\textbf{Question.} Water-gas shift on magnetite is often written as a redox cycle, $\mathrm{H_2O} + \square \rightleftharpoons \mathrm{H_2} + \mathrm{O_s}$ followed by $\mathrm{CO} + \mathrm{O_s} \rightleftharpoons \mathrm{CO_2} + \square$, where $\square$ is a surface oxygen vacancy. On a uniform surface I get a Langmuir-type fraction for the rate. For a non-uniform surface I keep meeting the Temkin--Boudart expression, with fractional powers in the denominator and a prefactor containing $\pi/\sin(\pi m)$. Where do the powers and the sine come from, at which sites are the rate constants to be evaluated, and how non-uniform must the surface be before the formula can be trusted?

\textbf{Answer.} The formula is the Langmuir rate of one kind of site, summed over a distribution of sites. One change of variable pulls all gas pressures out of the integral as powers, and what remains is a pure number, which is the sine factor. Only one step is approximate, and its size can be bounded.

\section*{1. Notation and premises}

Write the sequence generally as
\begin{equation}
S_1 + A_1 \rightleftharpoons S_2 + B_1, \qquad S_2 + A_2 \rightleftharpoons S_1 + B_2 .
\label{seq}
\end{equation}
For the shift reaction $S_1=\square$, $S_2=\mathrm{O_s}$, $A_1=\mathrm{H_2O}$, $B_1=\mathrm{H_2}$, $A_2=\mathrm{CO}$, $B_2=\mathrm{CO_2}$. In rate expressions the symbols $A_i$, $B_i$ stand for activities $p/p^\circ$ with $p^\circ = 1$ bar, so all rate constants are in s$^{-1}$ per site. The standard affinity of step 1 on a given site is $\mathcal{A} = -\Delta G_1^\circ$, counted per reaction event in eV, so that $\mathcal{A}/k_BT$ is the molar affinity divided by $RT$. A large $\mathcal{A}$ means a site that binds oxygen strongly.

The premises are these.

(P1) Every site is in state $S_1$ or $S_2$, both steps obey mass action, and the rate constants of a site do not depend on the state of its neighbours.

(P2) The surface is in a steady state under a gas of uniform composition and temperature.

(P3) Sites differ only in $\mathcal{A}$, which lies between a maximum $\mathcal{A}_0$ and a minimum $\mathcal{A}_0 - f k_BT$. With
\begin{equation}
t = \frac{\mathcal{A}_0-\mathcal{A}}{k_BT}, \qquad 0\le t\le f ,
\end{equation}
the number of sites per area between $t$ and $t+dt$ is $\rho(t)\,dt=\rho_0 e^{gt}dt$ with a constant $g$. The strongest sites are at $t=0$.

(P4) A Br{\o}nsted-type linear relation holds over the whole range: for each step, taken in the direction that forms $S_2$, the rate constant is proportional to the equilibrium constant of that direction raised to a power $\alpha$, $0<\alpha<1$, and $\alpha$ is the same for both steps.

The total site density $L$ fixes $\rho_0$:
\begin{equation}
L=\int_0^f \rho_0 e^{gt}dt=\rho_0\,\frac{e^{gf}-1}{g}
\quad\Longrightarrow\quad
\rho_0=\frac{Lg}{e^{gf}-1}.
\label{norm}
\end{equation}
This is positive for either sign of $g$ and tends to $L/f$ as $g\to0$.

\section*{2. Rate constants along the distribution}

A superscript 0 marks a value at $t=0$. The equilibrium constant of step 1 is
\begin{equation}
K_1(t)=\frac{k_1}{k_{-1}}=e^{\mathcal{A}/k_BT}=K_1^0e^{-t}.
\end{equation}
The two steps add to the gas reaction $A_1+A_2\rightleftharpoons B_1+B_2$, whose constant $K$ is a property of the gas alone. Hence $K_1K_2=K$ on every site, and $K_2(t)=k_2/k_{-2}=K_2^0e^{t}$. The two processes that form $S_2$ are step 1 forwards, with constant $K_1\propto e^{-t}$, and step 2 backwards, with constant $1/K_2\propto e^{-t}$. Premise P4 gives $k_1\propto K_1^\alpha$ and $k_{-2}\propto (1/K_2)^\alpha$. The other two constants follow from $k_{-1}=k_1/K_1$ and $k_2=K_2k_{-2}$:
\begin{equation}
k_1=k_1^0e^{-\alpha t},\quad k_{-2}=k_{-2}^0e^{-\alpha t},\quad
k_{-1}=k_{-1}^0e^{(1-\alpha)t},\quad k_2=k_2^0e^{(1-\alpha)t}.
\label{bep}
\end{equation}
In energy terms, weakening the oxygen bond by $t\,k_BT$ raises the free-energy barrier for depositing oxygen by $\alpha t\,k_BT$ and lowers the barrier for removing it by $(1-\alpha)t\,k_BT$. The direction matters: the forward constant $k_2$ carries $1-\alpha$. In the oxide case the premise says that $\mathrm{H_2O}$ and $\mathrm{CO_2}$, the two oxygen donors, respond alike to the strength of the vacancy they fill.

\section*{3. Steady state on one kind of site}

Let $\theta(t)$ be the fraction of the sites at $t$ that are in state $S_2$. By P1 the net rates per site are
\begin{equation}
v_1=k_1A_1(1-\theta)-k_{-1}B_1\theta,\qquad v_2=k_2A_2\theta-k_{-2}B_2(1-\theta).
\end{equation}
By P2, $\dot\theta=v_1-v_2=0$, that is $(k_1A_1+k_{-2}B_2)(1-\theta)=(k_{-1}B_1+k_2A_2)\theta$. Define the total filling and emptying frequencies at $t=0$,
\begin{equation}
a=k_1^0A_1+k_{-2}^0B_2,\qquad b=k_{-1}^0B_1+k_2^0A_2 .
\end{equation}
Because $\alpha$ is common, Eq.~(\ref{bep}) scales both terms of $a$ by the one factor $e^{-\alpha t}$ and both terms of $b$ by the one factor $e^{(1-\alpha)t}$. The balance becomes $a e^{-\alpha t}(1-\theta)=be^{(1-\alpha)t}\theta$, or
\begin{equation}
\frac{1-\theta}{\theta}=\frac{b}{a}e^{t}\equiv u,\qquad \theta=\frac{1}{1+u}.
\label{theta}
\end{equation}

Eq.~(\ref{theta}) settles a point that P1 left open, the migration of oxygen between sites. Moving an oxygen from a site at $t$ to a vacancy at $t'$ has equilibrium constant $K_1(t')/K_1(t)=e^{t-t'}$. Eq.~(\ref{theta}) gives $\theta'(1-\theta)/[\theta(1-\theta')]=u/u'=e^{t-t'}$, the same value. The steady state is therefore already in equilibrium with respect to exchange, and surface diffusion of oxygen carries no net flux between kinds of site. The result below holds whether that diffusion is fast or absent.

Now insert $\theta=(k_1A_1+k_{-2}B_2)/D$ and $1-\theta=(k_{-1}B_1+k_2A_2)/D$, where $D$ is the sum of the four frequencies, into $v_1$. The numerator is $k_1A_1(k_{-1}B_1+k_2A_2)-k_{-1}B_1(k_1A_1+k_{-2}B_2)$. The products $k_1A_1k_{-1}B_1$ cancel, leaving
\begin{equation}
v(t)=\frac{k_1A_1k_2A_2-k_{-1}B_1k_{-2}B_2}{k_1A_1+k_{-2}B_2+k_{-1}B_1+k_2A_2}.
\label{site}
\end{equation}
Each product in the numerator contains one filling and one emptying constant, so both scale as $e^{-\alpha t}e^{(1-\alpha)t}=e^{(1-2\alpha)t}$. With
\begin{equation}
N=k_1^0A_1k_2^0A_2-k_{-1}^0B_1k_{-2}^0B_2
\end{equation}
and after multiplying numerator and denominator by $e^{\alpha t}$,
\begin{equation}
v(t)=\frac{N e^{(1-2\alpha)t}}{ae^{-\alpha t}+be^{(1-\alpha)t}}=\frac{N e^{(1-\alpha)t}}{a+be^{t}} .
\label{sitet}
\end{equation}
Since $k_1^0k_2^0/(k_{-1}^0k_{-2}^0)=K$, one has $N=k_1^0A_1k_2^0A_2(1-\beta)$ with $\beta=B_1B_2/(KA_1A_2)$, so all sites stop turning over at the gas equilibrium, as they must.

\section*{4. Sum over sites}

The rate per area is
\begin{equation}
r=\int_0^f\rho(t)v(t)\,dt=\rho_0N\int_0^f\frac{e^{(1-m)t}}{a+be^t}\,dt,\qquad m=\alpha-g ,
\label{sum}
\end{equation}
because $g+1-\alpha=1-(\alpha-g)$. Change the variable to $u=(b/a)e^t$. Then $dt=du/u$, $e^{(1-m)t}=(a/b)^{1-m}u^{1-m}$ and $a+be^t=a(1+u)$. The constants combine to $(a/b)^{1-m}/a=a^{-m}b^{-(1-m)}$, and
\begin{equation}
r=\frac{\rho_0N}{a^mb^{1-m}}\,J,\qquad J=\int_{u_0}^{u_f}\frac{u^{-m}}{1+u}\,du,\qquad u_0=\frac ba,\quad u_f=\frac ba e^f .
\label{exact}
\end{equation}
Eq.~(\ref{exact}) is exact within P1--P4, for any $m$ and $f$. The fractional powers have appeared, but the pressures still enter through the limits of $J$.

The single approximation is to let $u_0\to0$ and $u_f\to\infty$. By Eq.~(\ref{theta}) this means that the strongest sites are almost all oxidised ($\theta\approx1$) and the weakest almost all reduced ($\theta\approx0$). The extended integral converges at $u=0$ only if $m<1$ and at infinity only if $m>0$. For $0<m<1$ put $x=u/(1+u)$, so that $u=x/(1-x)$, $1+u=1/(1-x)$ and $du=dx/(1-x)^2$. The integrand becomes $x^{-m}(1-x)^{m}\,(1-x)\,(1-x)^{-2}=x^{-m}(1-x)^{m-1}$, and
\begin{equation}
J_\infty=\int_0^1x^{-m}(1-x)^{m-1}dx=\frac{\Gamma(1-m)\Gamma(m)}{\Gamma(1)}=\frac{\pi}{\sin\pi m},
\end{equation}
by the definition of the beta function and Euler's reflection formula. Replacing $J$ by $J_\infty$ and using Eq.~(\ref{norm}),
\begin{equation}
r=\tau\,\frac{k_1^0A_1k_2^0A_2-k_{-1}^0B_1k_{-2}^0B_2}{\left(k_1^0A_1+k_{-2}^0B_2\right)^m\left(k_{-1}^0B_1+k_2^0A_2\right)^{1-m}},
\qquad
\tau=\frac{Lg}{e^{gf}-1}\,\frac{\pi}{\sin\pi m}.
\label{TB}
\end{equation}
This is the Temkin--Boudart rate. The prefactor $\tau$ has the dimension of a site density. For an even distribution, $g\to0$, it becomes $\tau=L\pi/(f\sin\pi\alpha)$ with $m=\alpha$.

On your second question: with this $\tau$ the constants are those of the strongest sites, $t=0$. Another reference point $t=s$ is allowed if the density goes with it. By Eq.~(\ref{bep}), $N$ picks up $e^{(1-2\alpha)s}$ and $a^mb^{1-m}$ picks up $e^{-\alpha ms+(1-\alpha)(1-m)s}=e^{(1-\alpha-m)s}$. The quotient changes by $e^{(m-\alpha)s}=e^{-gs}$, which is cancelled when $\rho_0$ is replaced by $\rho(s)=\rho_0e^{gs}$.

\section*{5. What the formula says}

\emph{Working sites.} As a function of $t$ the integrand of Eq.~(\ref{sum}) is proportional to $u^{1-m}/(1+u)$. Setting its logarithmic derivative $(1-m)-u/(1+u)$ to zero gives $u=(1-m)/m$, hence $\theta=m$. The same calculation on Eq.~(\ref{sitet}) puts the fastest single sites at $\theta=\alpha$. Stronger sites are blocked by oxygen and weaker ones are slow to take it up, which is Sabatier's principle acting inside one surface. The band of working sites lies near $t^*=\ln(a/b)$, where $u=1$, and it moves when the gas changes. That motion is the origin of the fractional powers.

\emph{Two one-way steps.} If both reverse rates are negligible, as in a feed free of products, then $a=k_1^0A_1$, $b=k_2^0A_2$, $N=ab$, and
\begin{equation}
r=\tau\,(k_1^0A_1)^{1-m}(k_2^0A_2)^m .
\label{power}
\end{equation}
On a uniform surface the same sequence gives $ab/(a+b)$ per site, whose orders slide between 0 and 1 as the ratio $a/b$ changes. Here they stay at $1-m$ and $m$. Neither step is rate-determining for the surface as a whole: step 2 limits on the sites with $t<t^*$ and step 1 on those with $t>t^*$.

\emph{Other limits for the shift reaction}, with $p$ in bar. If step 1 dominates both $a$ and $b$, it is quasi-equilibrated and
\begin{equation}
r=\tau k_2^0\,p_{\rm CO}\left(K_1^0\,p_{\rm H_2O}/p_{\rm H_2}\right)^{1-m}(1-\beta).
\end{equation}
If CO alone removes oxygen effectively, $b\approx k_2^0p_{\rm CO}$ and
\begin{equation}
r=\tau k_1^0\,p_{\rm H_2O}\left[\frac{k_2^0p_{\rm CO}}{k_1^0p_{\rm H_2O}+k_{-2}^0p_{\rm CO_2}}\right]^m(1-\beta).
\end{equation}

\emph{Orders in general.} The forward rate is $r_+=r/(1-\beta)$. Its logarithmic derivatives, from Eq.~(\ref{TB}), are
\begin{equation}
n_{A_1}=1-m\frac{k_1^0A_1}{a},\quad n_{B_2}=-m\frac{k_{-2}^0B_2}{a},\quad
n_{A_2}=1-(1-m)\frac{k_2^0A_2}{b},\quad n_{B_1}=-(1-m)\frac{k_{-1}^0B_1}{b},
\label{orders}
\end{equation}
and they add up to $2-m-(1-m)=1$.

\section*{6. Range of validity}

\emph{Truncation.} The extension adds two positive tails. Using $1/(1+u)<1$ in the lower one and $1/(1+u)<1/u$ in the upper one,
\begin{equation}
0<\delta\equiv1-\frac{J}{J_\infty}<\frac{\sin\pi m}{\pi}\left[\frac{u_0^{\,1-m}}{1-m}+\frac{u_f^{-m}}{m}\right],
\label{bound}
\end{equation}
with $u_0=e^{-t^*}$ and $u_f=e^{f-t^*}$. Expanding $1/(1+u)$ one term further shows that the two tails differ from their bounds by relative amounts of order $u_0$ and $1/u_f$, so the bound is also a close estimate. Eq.~(\ref{TB}) always overestimates the magnitude of the rate. The conditions are $(1-m)t^*\gg1$ and $m(f-t^*)\gg1$, which are stricter than $u_0\ll1\ll u_f$ because of the fractional exponents. For $m=1/2$ and the best-placed band, $t^*=f/2$, the bound is $(4/\pi)e^{-f/4}$. Holding it to 5\% needs $f\ge4\ln(80/\pi)=12.9$, a spread of 0.75 eV at 673 K. As $m$ approaches 0 or 1 the factor $1/\sin\pi m$ diverges while the true $J$ stays finite, and Eq.~(\ref{exact}) must be used.

The orders are shifted through the dependence of the limits on $b/a$:
\begin{equation}
\frac{\partial\ln J}{\partial\ln b}=-\frac{\partial\ln J}{\partial\ln a}=\frac1J\left[\frac{u_f^{1-m}}{1+u_f}-\frac{u_0^{1-m}}{1+u_0}\right].
\label{shift}
\end{equation}
The two tails enter with opposite signs here. Outside the window the fractional powers disappear: for $u_0\gg1$ Eq.~(\ref{sum}) gives $r\propto N/b$, for $u_f\ll1$ it gives $r\propto N/a$, and for $f\to0$ it gives $LN/(a+b)$.

\emph{Common $\alpha$.} With different coefficients $\alpha_1,\alpha_2$ the terms of $a$ and $b$ no longer scale together, the pressures do not factor out in general, and the exchange argument of Section 3 fails away from equilibrium. The one-way case without oxygen migration remains solvable. With $k_1\propto e^{-\alpha_1t}$, $k_2\propto e^{(1-\alpha_2)t}$ and $\lambda=1+\alpha_1-\alpha_2$, put $u=(b/a)e^{\lambda t}$. The integrand is $\rho_0ae^{-(\alpha_1-g)t}u/(1+u)$, $dt=du/(\lambda u)$ and $e^{-(\alpha_1-g)t}=(ua/b)^{-\mu}$, so for $0<\mu<1$
\begin{equation}
r=\frac{\rho_0\pi}{\lambda\sin\pi\mu}\,a^{1-\mu}b^{\mu},\qquad \mu=\frac{\alpha_1-g}{\lambda}.
\label{unequal}
\end{equation}

\emph{Temperature.} If the distribution is fixed in energy, $\rho\propto e^{(\mathcal{A}_0-\mathcal{A})/E_g}$, then $g=k_BT/E_g$ and $f\propto1/T$. The product $gf$ is constant, but $m$ drifts with $T$.

\emph{Physical premises.} Lateral interactions violate P1; a shift of $\mathcal{A}$ by only $k_BT$ changes $k_1$ by the factor $e^{\alpha}$, which is 1.65 for $\alpha=1/2$. The exponential density needs to hold only across the band of working sites and its tails, but a surface with a few discrete kinds of site spaced by many $k_BT$ requires a sum of terms like Eq.~(\ref{site}). For magnetite, the redox sequence is itself a premise: a route through an adsorbed intermediate formed from CO and water-derived species has more than two site states and is not covered. The gas must also leave the bulk oxide and the site distribution unchanged. Finally, a power law with constant orders does not prove P3 or P4, since only the difference $\alpha-g$ appears in the orders.

\section*{7. Numerical illustration}

Take $T=673$ K, where $k_BT=0.0580$ eV, and the approximate shift constant $K\approx12$, an overall standard affinity $k_BT\ln K=0.144$ eV. The spinel cell, of approximate edge $a_c\approx0.84$ nm, holds 32 oxygens in four (001) layers, so one layer has $8/a_c^2=11.3$ nm$^{-2}$. I assume $L=5.0$ nm$^{-2}$, a little under half of that. The remaining inputs are model values chosen for the example: spread $fk_BT=0.80$ eV, $\alpha=0.50$, $g=0.10$ (that is $E_g=0.58$ eV), $k_1^0=100$, $k_{-1}^0=0.10$ and $k_2^0=0.60$ s$^{-1}$. Unrounded values are carried between steps.

Thermodynamics fixes the rest: $K_1^0=1000$, $K_2^0=K/K_1^0=0.012$, $k_{-2}^0=k_2^0/K_2^0=50$ s$^{-1}$. The affinity runs from $\mathcal{A}_0=k_BT\ln K_1^0=0.401$ eV down to $-0.399$ eV. In Eyring form, $k=(k_BT/h)e^{-\Delta G^\ddagger/k_BT}$, the constants $k_1^0$ and $k_2^0$ correspond to standard free-energy barriers of 1.49 and 1.79 eV.

Surface quantities: $f=13.79$, $m=0.40$, $gf=1.379$, $e^{gf}=3.973$, $\rho_0=0.1682$ nm$^{-2}$, $\pi/\sin(0.4\pi)=3.303$, and $\tau=0.556$ nm$^{-2}$.

Gas at 1 bar: $p_{\rm H_2O}=0.35$, $p_{\rm CO}=0.10$, $p_{\rm H_2}=0.40$, $p_{\rm CO_2}=0.15$ bar. Then, in s$^{-1}$ for $a$, $b$ and s$^{-2}$ for $N$,
\begin{equation}
a=35+7.5=42.5,\qquad b=0.04+0.06=0.10,\qquad N=2.1-0.3=1.8,
\end{equation}
and $\beta=0.143$. With $a^{0.4}=4.481$ and $b^{0.6}=0.2512$ the denominator of Eq.~(\ref{TB}) is 1.126 s$^{-1}$, and
\begin{equation}
r=0.889\ \mathrm{nm^{-2}\,s^{-1}},\qquad r/L=0.178\ \mathrm{s^{-1}} .
\end{equation}

Now the validity test. Here $a/b=425$, $t^*=6.05$, $u_0=2.35\times10^{-3}$ and $u_f=2.30\times10^{3}$. The two terms in the bracket of Eq.~(\ref{bound}) are 0.0441 and 0.1130, together 0.157, so $\delta$ is bounded by 4.8\%. The finite integral is $J=3.146$, and Eq.~(\ref{exact}) gives $r=0.846$ nm$^{-2}$ s$^{-1}$. The closed formula is 5.0\% high, although $u_0$ and $1/u_f$ are both far below 1\%; its value should be read as about 0.9 nm$^{-2}$ s$^{-1}$.

The largest contribution comes from $u=1.5$, that is $t=6.46$ and $\mathcal{A}=0.026$ eV, where 40\% of the sites carry oxygen. The function $u^{0.6}/(1+u)$ has a full width at half maximum of 5.4 in $t$, or 0.31 eV. Eq.~(\ref{orders}) gives forward orders 0.67 in $\mathrm{H_2O}$, 0.64 in CO, $-0.07$ in $\mathrm{CO_2}$ and $-0.24$ in $\mathrm{H_2}$.

With the products removed and the same $p_{\rm H_2O}$ and $p_{\rm CO}$, $a=35$ and $b=0.06$ s$^{-1}$. Eq.~(\ref{power}) gives $r=\tau\times2.740\ \mathrm{s^{-1}}=1.52$ nm$^{-2}$ s$^{-1}$, against 1.45 nm$^{-2}$ s$^{-1}$ from the finite integral. Eq.~(\ref{shift}) evaluates to 0.0094, so the order in CO is 0.409 instead of 0.40 and the order in water 0.591 instead of 0.60. A mismatch of transfer coefficients has a larger effect: $\alpha_1=0.50$ and $\alpha_2=0.60$ in Eq.~(\ref{unequal}) give $\lambda=0.90$ and $\mu=0.444$, a change in the CO order of 0.044, against 0.0094 from the truncation.